**How does a Snoek peak give a diffusion coefficient, and where do the factors 36 and 72 come from?**

For oxygen in niobium one reads a relaxation time $\tau$ off an internal-friction peak and writes $D=a^2/(36\tau)$. For tetrahedral sites the 36 becomes 72. A local reorientation time and a long-range diffusivity look like different things to me. How are these factors derived, why is there no correlation factor, and when does the relation fail?

---

**Answer**

Both $D$ and $1/\tau$ are proportional to the same elementary jump rate, with coefficients fixed by the geometry of the interstitial network. Eliminating that rate gives the factors.

## 1. Premises and conventions

1. The host is a cubic crystal with cube edge $a$. The solute occupies one crystallographic kind of interstitial site, and all such sites have equal energy at zero stress.
2. The solution is dilute, so solute atoms neither block nor influence one another.
3. Jumps are instantaneous and memoryless (a Markov process). They go only to the $z$ nearest sites, each with the same rate $w$ at zero stress.
4. The applied stress is small enough for linear response.

$w$ is the rate to *one* given neighbour. The total escape rate is $\Gamma=zw$ and the mean residence time is $1/\Gamma$. $D$ is defined by $\langle\Delta R_\alpha\Delta R_\beta\rangle\to 2Dt\,\delta_{\alpha\beta}$ at long times. Stress is positive in tension, and $S_{ij}$, $C_{ij}$ are Voigt compliances and stiffnesses. $C_p$ with one letter index is the number of solute atoms on sites of type $p$ per host atom, with $\sum_p C_p=C_0$.

## 2. Site geometry

In bcc the host atoms sit at $(0,0,0)a$ and $(\tfrac12,\tfrac12,\tfrac12)a$.

**bcc octahedral.** The site $(\tfrac12,0,0)a$ has two host atoms at distance $a/2$ along $x$ and four at $a/\sqrt2$ in the plane normal to $x$. It is tetragonal with axis $x$; call it type $x$. Edge midpoints have their axis along the edge, and face centres have it along the face normal. There are three sites per host atom, one of each type. The four nearest sites lie at
$$\boldsymbol\ell=\tfrac a2(0,\pm1,0),\qquad \tfrac a2(0,0,\pm1).$$
The first pair lands on $(\tfrac12,\pm\tfrac12,0)a$, face centres of type $z$. The second pair lands on $(\tfrac12,0,\pm\tfrac12)a$, of type $y$. The steps along $\pm x$ are absent because they end on host atoms.

**bcc tetrahedral.** The site $(\tfrac12,\tfrac14,0)a$ has a fourfold rotoinversion axis along $y$, the direction of the coordinate $\tfrac14$; call it type $y$. There are six sites per host atom, two of each type, interchanged by inversion through a host atom. The four nearest sites, at distance $a/(2\sqrt2)$, lie at
$$\boldsymbol\ell=\tfrac a4(0,-1,\pm1),\qquad \tfrac a4(\pm1,1,0).$$
The first pair lands on $(\tfrac12,0,\pm\tfrac14)a$, type $z$. The second pair lands on $(\tfrac34,\tfrac12,0)a$ and $(\tfrac14,\tfrac12,0)a$, type $x$.

**fcc octahedral.** These sites, $(\tfrac12,\tfrac12,\tfrac12)a$ and the edge midpoints, have full cubic symmetry and themselves form an fcc lattice with one site per host atom. The twelve nearest sites lie at $\tfrac a2(\pm1,\pm1,0)$ and permutations.

Two facts carry the rest. At every site the jump vectors sum to zero. In both bcc networks every jump changes the type, with two neighbours of each of the other two types.

## 3. Populations of the three orientations at zero stress

An atom on a type-$x$ site leaves at rate $4w$. An atom on a $y$ or $z$ site arrives on an $x$ site at rate $2w$. Hence, for both bcc networks,
$$\dot C_x=-4wC_x+2w(C_y+C_z).$$
Inserting $C_y+C_z=C_0-C_x$,
$$\dot C_x=-6w\left(C_x-\tfrac13C_0\right),\qquad\text{so}\qquad \tau=\frac1{6w},\tag{1}$$
and likewise for $y$ and $z$. The $3\times3$ rate matrix has eigenvalues $0,\,6w,\,6w$: one conserved total and two degenerate modes of imbalance. Note that $\tau$ is not the residence time. With $\Gamma=4w$, $\tau=\tfrac23\,\Gamma^{-1}$. The imbalance decays faster than the sites empty, because the return flow $2w(C_0-C_x)$ is reduced by exactly the excess that sits on $x$.

For tetrahedral sites one should check that lumping the two sublattices of a type is allowed. The two $z$ neighbours above differ by $(0,0,\tfrac12)a$, which is no bcc lattice vector, so they belong to different sublattices; the same holds for the two $x$ neighbours. Each of the six sublattices is thus linked with rate $w$ to each of the four sublattices of other types. This $6\times6$ matrix has eigenvalues $0$, $4w$ (three times) and $6w$ (twice). The $4w$ modes are differences between inversion partners. A uniform stress is even under inversion and shifts both partners equally, so it couples only to the $6w$ modes, which are those of Eq. (1).

## 4. Diffusivity

Let $P(\mathbf R,t)$ be the probability of finding the atom at site $\mathbf R$, measured from its starting point. A jump $\boldsymbol\ell_j$ changes $R_\alpha R_\beta$ by $R_\alpha\ell_{j\beta}+\ell_{j\alpha}R_\beta+\ell_{j\alpha}\ell_{j\beta}$, and it occurs at rate $w$. Therefore
$$\frac{d}{dt}\langle R_\alpha R_\beta\rangle=w\sum_{\mathbf R}P(\mathbf R,t)\left[R_\alpha m_\beta+m_\alpha R_\beta+M_{\alpha\beta}\right],$$
$$\mathbf m=\sum_j\boldsymbol\ell_j,\qquad M_{\alpha\beta}=\sum_j\ell_{j\alpha}\ell_{j\beta},$$
where $\mathbf m$ and $M$ belong to the site $\mathbf R$. The terms with $\mathbf m$ contain the correlation between the next jump and all earlier ones. They vanish identically because $\mathbf m=0$ at every site. This is why the correlation factor is one: the available jump directions depend on the site type, but the mean next displacement is zero wherever the atom is.

What remains depends only on the probability $p_q(t)$ of being on type $q$:
$$\frac{d}{dt}\langle R_\alpha R_\beta\rangle=w\sum_q p_q(t)\,M^{(q)}_{\alpha\beta}.\tag{2}$$
From the vectors of Section 2, with off-diagonal terms cancelling between the $\pm$ partners:

- bcc octahedral: $M^{(x)}=\tfrac{a^2}{2}\,\mathrm{diag}(0,1,1)$
- bcc tetrahedral: $M^{(y)}=\tfrac{a^2}{8}\,\mathrm{diag}(1,2,1)$, the same for both inversion partners since $M$ is even in $\boldsymbol\ell$
- fcc octahedral: eight of the twelve vectors have an $x$ component $\pm a/2$, so $M=2a^2\,\mathbb 1$

The other types follow by permuting axes. By Eq. (1), $p_q\to\tfrac13$ for $t\gg\tau$, and the average of $M^{(q)}$ over the three types is $\tfrac13\mathrm{tr}M\,\mathbb 1$. Equating Eq. (2) to $2D\delta_{\alpha\beta}$ gives $D=\tfrac w6\,\mathrm{tr}M=\tfrac16zw\ell^2$:

| site | $z$ | $\ell^2$ | $D$ | $D$ in terms of $\Gamma$ |
|---|---|---|---|---|
| bcc octahedral | 4 | $a^2/4$ | $a^2w/6$ | $a^2\Gamma/24$ |
| bcc tetrahedral | 4 | $a^2/8$ | $a^2w/12$ | $a^2\Gamma/48$ |
| fcc octahedral | 12 | $a^2/2$ | $a^2w$ | $a^2\Gamma/12$ |

The approach to isotropy can be written out. An atom that starts on an octahedral $x$ site has $p_x=\tfrac13+\tfrac23e^{-6wt}$. It moves along $x$ only from $y$ and $z$ sites, so $d\langle X^2\rangle/dt=\tfrac12a^2w(1-p_x)$ and
$$\langle X^2\rangle=\frac{a^2w}{3}\,t-\frac{a^2}{18}\left(1-e^{-6wt}\right).$$
The slope is $2D$. The memory of the initial orientation costs only a constant offset, built up within the time $\tau$.

**The same matrix gives both results.** For independent atoms the mean site occupations obey the single-atom master equation. For octahedral sites try $n(\mathbf R,t)=u_q\,e^{i\mathbf k\cdot\mathbf R-\Lambda t}$, with $q$ the type of $\mathbf R$. A jump along $\pm z$ links $x$ and $y$ sites, and so on, so that with $c_\alpha=\cos(k_\alpha a/2)$ the decay rates $\Lambda$ are the eigenvalues of
$$w\begin{pmatrix}4&-2c_z&-2c_y\\-2c_z&4&-2c_x\\-2c_y&-2c_x&4\end{pmatrix}.$$
At $\mathbf k=0$ they are $0,6w,6w$, as in Section 3. The change of the matrix at small $k$ is of order $k^2$, so first-order perturbation theory with $\mathbf u=(1,1,1)/\sqrt3$ fixes the lowest eigenvalue to that order. It is one third of the sum of all entries,
$$\Lambda_0\simeq\tfrac43w\sum_\alpha(1-c_\alpha)\simeq\tfrac43w\,\frac{k^2a^2}{8}=\frac{a^2w}{6}k^2 .$$
A concentration wave decays at the rate $Dk^2$, which is Fick's second law with the $D$ of the table. Diffusion is the lowest branch of this matrix at small $k$, and Snoek relaxation is the pair of upper branches at $k=0$. In the tetrahedral $6\times6$ matrix terms linear in $k$ appear, but acting on the uniform vector they give $\mathbf k\cdot\mathbf m=0$, so the same first-order argument yields $a^2wk^2/12$.

## 5. Why the mechanical relaxation time is this $\tau$

**Coupling to stress.** Define the tensor $\lambda^{(p)}$, in the notation of Nowick and Berry, as the strain per unit concentration, $\varepsilon_{\alpha\beta}=\sum_p\lambda^{(p)}_{\alpha\beta}C_p$. Tetragonal symmetry makes it diagonal in the cube axes, with $\lambda_1$ along the site axis and $\lambda_2$ twice across it. Write $\delta\lambda=\lambda_1-\lambda_2$.

For a crystal of volume $V=Nv_0$, with $N$ host atoms and $v_0=a^3/2$, the Gibbs energy obeys $dG=-V\varepsilon_{\alpha\beta}\,d\sigma_{\alpha\beta}+\sum_p\mu_p\,dN_p$ at fixed $T$. Equality of mixed derivatives gives $\partial\mu_p/\partial\sigma_{\alpha\beta}=-V\,\partial\varepsilon_{\alpha\beta}/\partial N_p=-v_0\lambda^{(p)}_{\alpha\beta}$. The stress therefore shifts the free energy of an atom on type $p$ by
$$g_p=-v_0\left[\lambda_2\,\mathrm{tr}\,\sigma+\delta\lambda\,\sigma_{pp}\right],$$
where $\sigma_{pp}$ is the normal stress along axis $p$ (no sum).

**Rates under stress.** The stress also shifts the saddle point of a $p\leftrightarrow q$ jump, by some $g^{*}$ common to the forward and reverse jump. Then $w_{p\to q}=w\,e^{(g_p-g^*)/kT}$, which satisfies detailed balance. Put $C_p=\tfrac13C_0+\delta C_p$, with $\delta C_p$ of first order in $\sigma$. The net flow per neighbour link is, to first order,
$$w_{p\to q}C_p-w_{q\to p}C_q=w\left[\delta C_p-\delta C_q+\frac{C_0}{3}\,\frac{g_p-g_q}{kT}\right].$$
The saddle shift multiplies $\tfrac13C_0$ in both terms and cancels. Sum over the two links to each of the two other types, use $\sum_{q\ne p}(y_p-y_q)=3(y_p-\bar y)$ for any three numbers $y_p$ with mean $\bar y$, and note $\sum_p\delta C_p=0$:
$$\delta\dot C_p=-6w\left[\delta C_p-\delta C_p^{\rm eq}\right],\qquad \delta C_p^{\rm eq}=\frac{C_0v_0\,\delta\lambda}{3kT}\left(\sigma_{pp}-\tfrac13\mathrm{tr}\,\sigma\right).\tag{3}$$
The target $\delta C_p^{\rm eq}$ is the linearised Boltzmann distribution over the levels $g_p$. The rate is the zero-stress $6w$. So $\tau=1/(6w)$ is the relaxation time *at constant stress*.

**Relaxation strength.** The anelastic strain along $x$ is $\lambda_1\delta C_x+\lambda_2(\delta C_y+\delta C_z)=\delta\lambda\,\delta C_x$. With $A=C_0v_0\,\delta\lambda^2/kT$, a uniaxial stress $\sigma_{xx}$ in Eq. (3) gives
$$\delta S_{11}=\tfrac29A,\qquad\delta S_{12}=-\tfrac19A,\qquad\delta S_{44}=0,\tag{4}$$
the last because $\sigma_{xy}$ does not enter $g_p$. Only $S_{11}-S_{12}$ relaxes; $S_{11}+2S_{12}$ does not. For tension along a unit vector $\mathbf n$, $\sigma_{pp}=\sigma n_p^2$ and the strain along $\mathbf n$ is $\delta\lambda\sum_pn_p^2\,\delta C_p$. This gives $\delta J=\tfrac13A\left(\sum_pn_p^4-\tfrac13\right)=\tfrac29A(1-3\gamma)$ with $\gamma=n_x^2n_y^2+n_y^2n_z^2+n_z^2n_x^2$. The effect is largest along $\langle100\rangle$ and zero along $\langle111\rangle$, where $\gamma=\tfrac13$. For the fcc octahedral site $\delta\lambda=0$ by symmetry and there is a single site type, so an isolated interstitial there shows no such relaxation, however fast it diffuses.

**The peak.** For $\sigma\propto e^{i\omega t}$, Eq. (3) gives $\delta C_p=\delta C_p^{\rm eq}/(1+i\omega\tau)$. The compliance is $J=J_U[1+\Delta/(1+ix)]$, with $J_U$ the unrelaxed value, $\Delta=\delta J/J_U$ and $x=\omega\tau$. The internal friction is the loss tangent
$$Q^{-1}=-\frac{\mathrm{Im}J}{\mathrm{Re}J}=\frac{\Delta\,x}{1+\Delta+x^2}.\tag{5}$$
At fixed $T$ its maximum lies at $x=\sqrt{1+\Delta}$ with height $\Delta/(2\sqrt{1+\Delta})$. For $\Delta\ll1$ this is the Debye peak at $\omega\tau=1$, the effect named after Snoek (1941).

Usually $T$ is swept at fixed $\omega$. Take $\tau=\tau_0e^{H/kT}$, $\Delta\propto1/T$ from Eq. (4) with $J_U$ constant, and $\theta=kT/H$. Then $d\ln\Delta/d\ln T=-1$ and $d\ln x/d\ln T=-1/\theta$. Setting $d\ln Q^{-1}/d\ln T=0$ gives $(1+\theta)(1+\Delta+x^2)=\theta\Delta+2x^2$, or
$$x^2_{\rm peak}=\frac{1+\theta+\Delta}{1-\theta},\qquad x_{\rm peak}\simeq1+\theta+\tfrac12\Delta.\tag{6}$$
For small $\Delta$ and $\theta$, half height occurs where $x+1/x=4$. The full width in $\ln x$ is $2\,\mathrm{arcosh}\,2=2.634$, hence $2.634\,k/H$ in $1/T$.

## 6. Result

Insert $w=1/(6\tau)$ into the table:
$$\boxed{D_{\rm oct}=\frac{a^2}{36\,\tau},\qquad D_{\rm tet}=\frac{a^2}{72\,\tau}}$$
The factor of two is the ratio of the squared jump lengths, since $z$ and the orientation kinetics are identical. The peak alone cannot tell the two sites apart, because both are tetragonal with the same $\tau(w)$. The assignment needs outside information, for instance an independent long-range $D$ known to better than a factor of two at a comparable temperature.

## 7. Range of validity

- **Nearest-neighbour jumps only.** An octahedral $x$ site has eight second neighbours at $\tfrac a2(\pm1,\pm1,0)$ and $\tfrac a2(\pm1,0,\pm1)$, four of type $y$ and four of type $z$. With rate $w_2$ to each, $D=a^2(w+4w_2)/6$ and $1/\tau=6(w+2w_2)$, so $D\tau/a^2=(w+4w_2)/[36(w+2w_2)]$, which runs from $1/36$ to $1/18$. A tetrahedral site has two second neighbours at $\pm a/2$ along its axis, of its own type. They give $D=a^2(w+w_2)/12$ and leave $\tau$ unchanged. Jumps that preserve the type carry matter and are invisible to the peak.
- **Memoryless jumps.** The atom must thermalise between jumps, which classically needs $H\gg kT$. The Arrhenius form was not used in the boxed result, so incoherent tunnelling hops of hydrogen obey it too. Coherent tunnelling and rapid multiple jumps do not.
- **Dilution.** Pure site blocking leaves Eq. (1) and the Fickian $D$ unchanged, since with site occupations $n$ the net flow $w[n_p(1-n_q)-n_q(1-n_p)]$ equals $w(n_p-n_q)$. It lowers the tracer $D$ and $\Delta$ by a relative amount of the order of the fraction of sites filled. Elastic coupling between solutes feeds the anelastic strain back on the $g_p$. The scale of such feedback is $\Delta$: clamping the strain changes $\tau$ to $\tau/(1+\Delta)$. Bound pairs and traps (substitutional atoms, dislocations) add further relaxation times and slow long-range transport. A peak wider than the Debye width signals this.
- **Linearity.** $v_0\,\delta\lambda\,\sigma/kT\ll1$.
- **Peak reading.** $\omega\tau=1$ holds up to the correction in Eq. (6).
- **Bulk lattice.** Grain boundaries and surfaces are outside the model.

## 8. Numbers for O in Nb

Premise: oxygen occupies octahedral sites, the usual assignment. Approximate inputs: $a\approx3.30$ Å, $H\approx1.15$ eV, $\tau_0\approx2.7\times10^{-15}$ s, $\delta\lambda\approx0.6$. These are typical values, and $H$ and $\tau_0$ are so chosen that the 1 Hz peak falls where it typically lies for this system, near 420 K; the peak temperature below is therefore no test of the model. Take $C_0=10^{-3}$ (0.1 at.%). The measured stiffnesses at room temperature are $C_{11}=246.5$ GPa and $C_{12}=134.5$ GPa (compiled values, Blaschke), used here without temperature correction.

**Prefactors.** $w_0=1/(6\tau_0)=6.2\times10^{13}$ s$^{-1}$ and $D_0=a^2/(36\tau_0)=1.12\times10^{-6}$ m$^2$/s.

**At 1 Hz**, $\omega=2\pi$ s$^{-1}$. With $H/k=13345$ K and $\ln[1/(\omega\tau_0)]=31.71$, the condition $\omega\tau=1$ is met at $T=420.9$ K. There $\tau=0.159$ s, $w=1.05$ s$^{-1}$, the residence time is $1/(4w)=0.239$ s, and
$$D=\frac{a^2\omega}{36}=1.90\times10^{-20}\ \mathrm{m^2/s}.$$
The tetrahedral formula would give $0.95\times10^{-20}$ m$^2$/s from the same peak.

**Strength along $\langle100\rangle$ at 421 K.** Here $J_U=S_{11}=(C_{11}+C_{12})/[(C_{11}-C_{12})(C_{11}+2C_{12})]=6.599\times10^{-3}$ GPa$^{-1}$. With $v_0=1.797\times10^{-29}$ m$^3$ and $kT=5.81\times10^{-21}$ J, Eq. (4) gives $\delta S_{11}=2.47\times10^{-4}$ GPa$^{-1}$. So $\Delta=0.037$ and the peak height is $Q^{-1}\approx0.018$. Both scale with $\delta\lambda^2$ and are no better known than that input. The width at half height is $2.634\,kT^2/H=35$ K.

**Sizes of the neglected terms.** With $\theta=0.032$, Eq. (6) gives $x_{\rm peak}=1.05$. The maximum of a temperature sweep lies at 420.2 K, about 0.7 K below the point $\omega\tau=1$, and the model's $D$ there is $1.81\times10^{-20}$ m$^2$/s. Reading the maximum as $\omega\tau=1$ overstates $D$ by 5 %, small against the factor of two between the sites. The fraction of sites filled is $C_0/3=3.3\times10^{-4}$. A strain amplitude of $10^{-5}$ along $\langle100\rangle$ means $\sigma=1.5$ MPa and $v_0\,\delta\lambda\,\sigma/kT=2.8\times10^{-3}$. The measured linear expansion, $7.3\times10^{-6}$ K$^{-1}$ at 293 K (compiled value, Kaye and Laby Online), raises $a^2$ by about 0.19 % between 293 and 421 K.

**Use.** Niobium serves as wiring in superconducting circuits, where oxygen may enter from the surface during a warm process step. At 523 K (about 250 °C), $H/kT=25.517$, $\tau=3.26\times10^{-4}$ s and $D=9.3\times10^{-18}$ m$^2$/s. In one hour the root-mean-square displacement along one axis is $\sqrt{2Dt}=0.26$ µm. Changing $H$ by 0.02 eV with $D$ at 421 K held fixed changes this $D$ by a factor 1.11. These are the model's numbers for lattice diffusion in dilute, trap-free bcc niobium with the stated inputs; in a fine-grained film, boundaries can speed the transport and traps can slow it.